**Which charge sets the QED shift of the 3s level, Zn⁺ to Nb⁺**

The table holds the 3s1/2 eigenvalue and its first-order self-energy and vacuum-polarisation shifts for eleven singly charged ions, from configuration-averaged Dirac-Coulomb Hartree-Fock with a Fermi nucleus at the radial basis limit. The program compares three scalings of the vacuum polarisation: $Z_\text{eff}^4$ with the charge taken from the eigenvalue, bare $Z^4$, and the Fermi-Segrè form $Z^2\,dε/dn$, the last without a fit on three ions and as $Z^2(Z-\sigma)^2/n^3$ with one σ fitted to all rows. The first gives 4 to 7 % of the tabulated values, the second is too large by a factor of 1.95 to 2.62, and the third agrees within 2.6 % unfitted, with a slope taken from 2s and 4s whose choice matters by several per cent, and within 2.0 % fitted. The output also splits the 30 % rise of the QED share into factors and shows that its uneven steps come from the eigenvalue and not from the shifts. The self-energy is good to about 10 to 30 %, and its dependence on $Z$ is built into the radiative potential.

Spherical singly charged ions, computed with B-spline radial code 1 at the basis limit: Dirac-Coulomb Hartree-Fock averaged over the nl configuration, with a Fermi nucleus. The self-energy and vacuum polarisation (Uehling plus Wichmann-Kroll) are first-order shifts of the 3s1/2 eigenvalue ε; positive means less bound.

## Analysis program

```python
# Table: 3s1/2 eigenvalue with first-order self-energy (SE) and vacuum polarisation (VP) shifts of +1 ions,
# B-spline radial code 1, Dirac-Coulomb Hartree-Fock, nl average, Fermi nucleus. Tested: which charge sets
# the shift: A Zeff^4 (Zeff from eps), B bare Z^4, C Fermi-Segre Z^2 deps/dn, also as Z^2 (Z-sigma)^2/n^3.
T = {
    'ion': ['Zn+', 'Ga+', 'Ge+', 'As+', 'Se+', 'Br+', 'Kr+', 'Rb+', 'Sr+', 'Zr+', 'Nb+'],
    'Z': [30, 31, 32, 33, 34, 35, 36, 37, 38, 40, 41],
    'N': [29, 30, 31, 32, 33, 34, 35, 36, 37, 39, 40],
    'configuration': ['[Ar] 3d10 4s1', '[Ar] 3d10 4s2', '[Ar] 3d10 4s2 4p1', '[Ar] 3d10 4s2 4p2', '[Ar] 3d10 4s2 4p3', '[Ar] 3d10 4s2 4p4', '[Ar] 3d10 4s2 4p5', '[Ar] 3d10 4s2 4p6', '[Kr] 5s1', '[Kr] 4d2 5s1', '[Kr] 4d4'],
    'e': [-167.158, -187.348, -210.719, -235.443, -261.48, -288.808, -317.418, -347.306, -385.929, -460.934, -496.346],  # eV
    'self_energy': [0.105, 0.121, 0.14, 0.16, 0.182, 0.207, 0.235, 0.265, 0.298, 0.372, 0.414],  # eV
    'vac_pol': [-0.0088, -0.0104, -0.0121, -0.0141, -0.0164, -0.019, -0.0219, -0.0251, -0.0287, -0.0371, -0.042],  # eV
    'se_over_vp': [-11.9, -11.7, -11.5, -11.3, -11.1, -10.9, -10.7, -10.5, -10.4, -10.0, -9.87],
    'qed_share': [576, 593, 605, 619, 635, 652, 670, 690, 697, 727, 750],  # ppm
}
import numpy as np
from scipy.constants import alpha, physical_constants as pc
from scipy.optimize import minimize_scalar
Ha = pc["Hartree energy in eV"][0]; n = 3; c = alpha**3/np.pi*Ha
ion = T["ion"]
Z, e, se, vp, r, sh = (np.array(T[k], float) for k in ("Z", "e", "self_energy", "vac_pol", "se_over_vp", "qed_share"))
e = -e; net = sh*e*1e-6; lz = np.log(Z)
# further outputs of the same runs (Ge+, Br+, Sr+): eigenvalues in hartree, shifts in eV, <1/r> in 1/bohr
nm = ["Ge+", "Br+", "Sr+"]; Z3 = np.array([32., 35., 38.])
e2 = np.array([53.79103, 67.54109, 83.36875]); e3 = np.array([7.743777, 10.61351, 14.18263])
e4 = np.array([0.859455, 1.379856, 2.168671])
v1 = np.array([0.8085728, 1.161288, 1.621932]); v3 = np.array([0.01213149, 0.01900444, 0.02871187])
s3 = np.array([0.139565, 0.2073138, 0.29763]); br3 = np.array([0.2542299, 0.3690406, 0.5185037])
r4 = np.array([-0.01028182/0.0008939646, -0.02082515/0.001909674, -0.03756777/0.00362559])
r5 = -0.003485098/0.0003363608
i5s, i4pBr, i4pSr = 0.3077337, 0.6536311, 0.8315501
F1 = v1/(c*Z3**4); p3 = np.log(e2/e4)/np.log(2); fs = c*Z3**2*F1*p3*e3/n
print(f"prefactor alpha^3/pi hartree = {c:.4e} eV")
print("C without fit: ion, |F_VP| from 1s, slope p from 2s and 4s, |VP| model, run (eV), error")
for k in range(3):
    print(f"  {nm[k]} {F1[k]:.4f} {p3[k]:.2f} {fs[k]:.5f} {v3[k]:.5f} {100*(fs[k]/v3[k]-1):+.1f} %")
l3 = np.log(Z3[2]/Z3[0])
print(f"Z exponent of VP, Ge+ to Sr+: model {np.log(fs[2]/fs[0])/l3:.2f}, run {np.log(v3[2]/v3[0])/l3:.2f}")
F = np.polyval(np.polyfit(Z3, F1, 1), Z)
Zeff = n*np.sqrt(2*e/Ha)
A = c*F*Zeff**4/n**3; B = c*F*Z**4/n**3
C = lambda s: c*F*Z**2*(Z-s)**2/n**3
s0 = minimize_scalar(lambda s: np.sum(np.log(C(s)/-vp)**2), bounds=(0, 25), method="bounded").x
D = -vp/(c*F*Z**2); sv = Z-np.sqrt(n**3*D); p = n*D*Ha/e; err = 100*(C(s0)/-vp-1)
print(f"C fitted: sigma = {s0:.2f}; worst row {ion[np.argmax(abs(err))]} {err[np.argmax(abs(err))]:+.1f} %")
print("ion  Zeff  A/table B/table  C error %  rounding %  sigma(VP) sigma(eps)")
for k in range(len(Z)):
    print(f"{ion[k]:4s}{Zeff[k]:5.1f}{A[k]/-vp[k]:8.3f}{B[k]/-vp[k]:8.2f}{err[k]:+10.1f}{5e-3/-vp[k]:11.2f}{sv[k]:11.2f}{Z[k]-Zeff[k]:10.2f}")
ex = lambda y: np.polyfit(lz, np.log(abs(y)), 1)[0]
print(f"Z exponents, table: |eps| {ex(e):.2f}, SE {ex(se):.2f}, VP {ex(vp):.2f}, net {ex(net):.2f}, share {ex(sh):.2f}")
print(f"Z exponents of VP, models: A {ex(A):.2f}, B {ex(B):.2f}, C {ex(C(s0)):.2f}")
g = lambda y: y[-1]/y[0]
print(f"Zn+ to Nb+ growth: share x{g(sh):.3f}, |eps| x{g(e):.2f}, net QED x{g(net):.2f}")
print(f"  factors: Z^2 x{g(Z**2):.3f}, F_VP x{g(F):.3f}, |SE/VP|-1 x{g(-r-1):.3f}, p x{g(p):.3f}; without p x{g(Z**2*F*(-r-1)):.2f}")
res = lambda y: 100*(np.log(y)-np.polyval(np.polyfit(lz, np.log(y), 2), lz))
re_, rn = res(e), res(net)
print("ion  step/Z: share ppm, |eps| eV; implied p; off smooth curve %: |eps|, net QED")
for k in range(len(Z)):
    st = f"{(sh[k]-sh[k-1])/(Z[k]-Z[k-1]):+6.1f}{(e[k]-e[k-1])/(Z[k]-Z[k-1]):+7.1f}" if k else "     -      -"
    print(f"{ion[k]:4s}{st}{p[k]:7.2f}{re_[k]:+8.2f}{rn[k]:+8.2f}")
print(f"rounding of net QED from the share: up to {50/sh.min():.2f} %")
print("SE/VP 3s, 4s: " + "; ".join(f"{nm[k]} {-s3[k]/v3[k]:.2f}, {r4[k]:.2f}" for k in range(3)) + f"; Sr+ 5s {r5:.2f}")
dL = np.log(Z[-1]**2/Z[0]**2)
print(f"fall of |SE/VP|: table {r[-1]-r[0]:.2f} ({100*(1-g(r)):.0f} %); leading log alone {4/3*dL/(4/15):.2f} (F_VP 4/15), {4/3*dL/F.mean():.2f} (F_VP {F.mean():.3f})")
kK, kR, kS = ion.index("Kr+"), ion.index("Rb+"), ion.index("Sr+")
print(f"|eps| step Rb+ to Sr+ exceeds Kr+ to Rb+ by {(e[kS]-e[kR])-(e[kR]-e[kK]):.1f} eV")
print(f"<1/r> 4p3/2 minus 5s: {(i4pBr-i5s)*Ha:.1f} eV (Br+ 4p), {(i4pSr-i5s)*Ha:.1f} eV (Sr+ 4p)")
print("Breit shift / SE of 3s: " + ", ".join(f"{nm[k]} {br3[k]/s3[k]:.2f}" for k in range(3)))
assert np.all(se > 0) and np.all(vp < 0) and np.all(np.diff(sh) > 0)
assert ex(B) < ex(vp) < ex(A)
assert np.all(A < -vp) and np.all(B > -vp)
assert np.all(abs(fs/v3-1) < 0.05) and np.ptp(sv) < 1.0
```

Printed output:

```
prefactor alpha^3/pi hartree = 3.3659e-06 eV
C without fit: ion, |F_VP| from 1s, slope p from 2s and 4s, |VP| model, run (eV), error
  Ge+ 0.2291 5.97 0.01216 0.01213 +0.3 %
  Br+ 0.2299 5.61 0.01883 0.01900 -0.9 %
  Sr+ 0.2311 5.26 0.02796 0.02871 -2.6 %
Z exponent of VP, Ge+ to Sr+: model 4.84, run 5.01
C fitted: sigma = 11.65; worst row Zn+ -2.0 %
ion  Zeff  A/table B/table  C error %  rounding %  sigma(VP) sigma(eps)
Zn+  10.5   0.040    2.62      -2.0       0.57      11.47     19.48
Ga+  11.1   0.042    2.53      -1.4       0.48      11.52     19.87
Ge+  11.8   0.046    2.47      +0.0       0.41      11.66     20.19
As+  12.5   0.049    2.40      +0.6       0.35      11.72     20.52
Se+  13.2   0.052    2.33      +0.8       0.30      11.74     20.85
Br+  13.8   0.055    2.26      +0.8       0.26      11.74     21.18
Kr+  14.5   0.058    2.20      +0.8       0.23      11.74     21.51
Rb+  15.2   0.060    2.15      +0.8       0.20      11.75     21.84
Sr+  16.0   0.065    2.09      +0.6       0.17      11.73     22.02
Zr+  17.5   0.072    1.99      +0.1       0.13      11.67     22.54
Nb+  18.1   0.074    1.95      -0.3       0.12      11.61     22.88
Z exponents, table: |eps| 3.50, SE 4.40, VP 5.01, net 4.33, share 0.84
Z exponents of VP, models: A 7.04, B 4.05, C 5.05
Zn+ to Nb+ growth: share x1.302, |eps| x2.97, net QED x3.87
  factors: Z^2 x1.868, F_VP x1.016, |SE/VP|-1 x0.814, p x0.847; without p x1.54
ion  step/Z: share ppm, |eps| eV; implied p; off smooth curve %: |eps|, net QED
Zn+      -      -   6.21   +0.03   +0.05
Ga+  +17.0  +20.2   6.13   -0.32   +0.03
Ge+  +12.0  +23.4   5.94   +0.13   -0.06
As+  +14.0  +24.7   5.81   +0.31   -0.08
Se+  +16.0  +26.0   5.73   +0.28   -0.01
Br+  +17.0  +27.3   5.66   +0.05   -0.00
Kr+  +18.0  +28.6   5.60   -0.34   -0.03
Rb+  +20.0  +29.9   5.55   -0.85   +0.07
Sr+   +7.0  +38.6   5.41   +0.47   +0.11
Zr+  +15.0  +37.5   5.27   +0.63   +0.01
Nb+  +23.0  +35.4   5.26   -0.39   -0.08
rounding of net QED from the share: up to 0.09 %
SE/VP 3s, 4s: Ge+ -11.50, -11.50; Br+ -10.91, -10.91; Sr+ -10.37, -10.36; Sr+ 5s -10.36
fall of |SE/VP|: table 2.03 (17 %); leading log alone 3.12 (F_VP 4/15), 3.62 (F_VP 0.230)
|eps| step Rb+ to Sr+ exceeds Kr+ to Rb+ by 8.7 eV
<1/r> 4p3/2 minus 5s: 9.4 eV (Br+ 4p), 14.3 eV (Sr+ 4p)
Breit shift / SE of 3s: Ge+ 1.82, Br+ 1.78, Sr+ 1.74
```
